## Question

In a crystal of SnS, one Sn atom in a small repeating cell has been replaced by Cu, and the cell carries one extra negative charge. The table lists the electric field gradient at the nuclei, site by site. This quantity splits nuclear levels in Mössbauer and quadrupole resonance spectra, and so reports on the surroundings of an atom.

Vzz is the component of the gradient that is largest in size. The asymmetry runs from 0, when the two directions across the main axis are equivalent, to 1, when they differ most. "Like atoms" counts the equivalent atoms in a row.

Ansatz 0.2.0, plane waves, PBE, default PAW datasets, scalar-relativistic; cutoff 420 eV; no spin polarisation, atoms relaxed. Host SnS, Sn replaced by Cu, charge -1, supercell of 32 atoms, mesh 2x3x2. Vzz: largest principal field gradient. Asymmetry: (Vxx - Vyy)/Vzz.

```csv
atom,like atoms,distance from the defect (Å),Vzz (1e21 V/m^2),asymmetry
Cu1,1,1.17,10.61,0.06
S22,2,2.65,4.51,0.79
S29,1,2.71,-7.42,0.03
S21,2,3.42,-3.87,0.21
S17,1,3.50,-5.45,0.01
Sn5,2,3.59,-10.97,0.37
Sn3,1,3.96,-12.20,0.45
Sn10,2,4.15,-12.74,0.22
Sn9,2,4.18,-12.41,0.47
S18,1,4.31,-3.88,0.36
Sn2,1,4.53,-11.84,0.47
Sn6,2,4.69,-11.54,0.40
S31,1,4.75,-3.66,0.24
S30,1,4.80,-3.33,0.05
S19,1,5.27,-4.15,0.01
Sn13,1,5.68,-11.64,0.36
S25,2,5.79,-4.38,0.04
S20,1,5.83,-4.17,0.12
Sn4,1,6.02,-12.24,0.44
S32,1,6.22,-3.44,0.09
Sn14,1,6.66,?,?
S26,2,6.89,?,?
Sn15,1,6.97,?,?
Sn16,1,7.74,?,?
```

Predict Vzz and the asymmetry for Sn14, Sn15, Sn16 and S26, with error bars. Does the influence of the defect fade smoothly with distance, or is there a better way to sort the sites?

## Model answer

**What the nucleus responds to.** A charge contributes to the gradient in proportion to 1/distance³, so electrons close to the nucleus count far more than ions several ångström away. A filled shell is spherical and contributes almost nothing. What remains at Sn and S is chiefly the uneven filling of the atom's own valence p orbitals. Electrons in excess along one axis make the gradient along that axis negative.

**Why Sn and S differ.** Sn(II) keeps a lone pair, which mixes with a 5p orbital and points to one side of the atom. This gives an excess of p electrons along one direction, and hence a negative Vzz. The p shell of sulfide is nearly full, so a smaller imbalance is expected there. Each unbalanced p electron should also count for more at Sn, because the heavier nucleus draws the inner part of its orbital closer. This explanation comes from the known chemistry of the two ions; the table shows its expected consequence, a separate range of values for each element.

Ammonia is a simpler case of the same kind. The lone pair of its nitrogen dominates the gradient at that nucleus, and an ion several ångström away changes it little. The comparison covers the origin of the gradient but not its shape: ammonia has a threefold axis and therefore zero asymmetry, whereas Sn in SnS has less regular surroundings.

**How much can the charge of the defect do?** Put one bare elementary charge at the defect origin and take the nearest Sn site, at 3.59 Å. With e/(4πε₀) = 14.4 V Å, the size of its gradient is

2 × 14.4 / 3.59³ ≈ 0.6 V/Å² ≈ 0.06 × 10²¹ V/m².

That is below one per cent of the computed Vzz at this site. The atom's own core electrons can amplify an outside gradient, roughly tenfold, which would bring it to about the scatter among the Sn sites. At the distance of Sn14 even the amplified value is only about 0.1 in the units of the table. This is only an order of magnitude: the crystal screens the charge, the Cu atom itself lies 1.17 Å from the defect origin, and the response of the atom's own valence electrons is left out.

**Which sites are ordinary?** The useful distinction is whether an atom has lost a bonding partner. Sn binds to S, and no S atom was replaced, so every Sn site keeps its kind of neighbour. The known Sn values indeed show no steady trend with distance. The S atoms within 4 Å are different, because the replaced Sn was among their short or longer contacts. Their gradients scatter widely, although S21 looks like a distant S atom.

**The model and its forecast.** Each element gets one constant, the average over its ordinary sites: all eight known Sn rows, and the seven known S rows beyond 4 Å. Each row counts once. The ranges are about twice the scatter around these averages.

- Sn14, Sn15 and Sn16: Vzz −11.9 ± 1.0 and asymmetry 0.40 ± 0.20.
- S26: Vzz −3.9 ± 1.0 and asymmetry 0.13 ± 0.20, cut off at zero.

No order among the three Sn sites is forecast. Vzz is in 10²¹ V/m², as in the table.

## Computed values

The withheld rows as computed:

```csv
atom,like atoms,distance from the defect (Å),Vzz (1e21 V/m^2),asymmetry
Sn14,1,6.66,-11.83,0.36
S26,2,6.89,-4.32,0.06
Sn15,1,6.97,-11.67,0.40
Sn16,1,7.74,-11.51,0.34
```

All eight values fall within their ranges, and none of these four rows had entered the averages. The misses in Vzz are counted from the unrounded averages, −11.95 for Sn and −3.86 for S. The Sn sites come out less negative, by 0.1, 0.3 and 0.4 in the order Sn14, Sn15, Sn16. S26 is more negative by 0.5, the largest miss. The asymmetries agree to within 0.1.

The test is stricter for Sn than for S. The same range of ±1.0 is about 8% of the Sn gradient but about a quarter of the S gradient. The hits show that the four sites are ordinary members of their element's group. They do not test the lone-pair explanation, because the averages would have worked equally well whatever set their size.

## Remarks on the reasoning

**A tempting trend.** From Sn14 to Sn16 the gradient becomes steadily less negative as the distance grows, and this looks like the tail of the defect's field. The change, 11.83 − 11.51 ≈ 0.3, is larger than the amplified contribution estimated at Sn14, but that estimate is too rough to settle the matter. The stronger objection is Sn6: it lies much closer to the defect and has almost the same Vzz as Sn16. In the usual orthorhombic crystal of SnS all Sn atoms are equivalent, so the differences between them here do go back to the defect and its repeated images. They just do not follow distance alone.

**A misleading sign.** S22 is the only S site with a positive Vzz, which suggests a wholly different kind of bonding. Yet its asymmetry is 0.79, and the three components of a gradient must add to zero. The most negative one is therefore −(1 + 0.79)/2 × 4.51 ≈ −4.04, almost as large as the positive one. A modest change could swap which of them is called Vzz, so the jump in sign exaggerates the change in the electron cloud.

**What "far" means here.** The cell holds only 32 atoms and repeats in all directions, so even the most distant sites lie between several copies of the defect. The distances are also counted from the defect origin and not from the displaced Cu atom, so they are not distances to Cu. The averages describe this crowded crystal, and they should not be used as the gradients of pure SnS. Their absolute size is uncertain as well, because spin-orbit coupling is left out and convergence with the k mesh was not tested. Strain around the Cu atom probably accounts for part of the scatter within each group, but the table cannot separate it from the effect of the charge.

**The order of the questions.** For a site near a defect, ask first which element it is, then whether it has lost or changed a bonding partner, and only then how far away it lies. An answer that starts with distance and fits a smooth decay would put S29, with a broken Sn contact, and distant S atoms on one curve. Their gradients most likely differ because their bonding differs, although the table prints no bonding data to prove it.
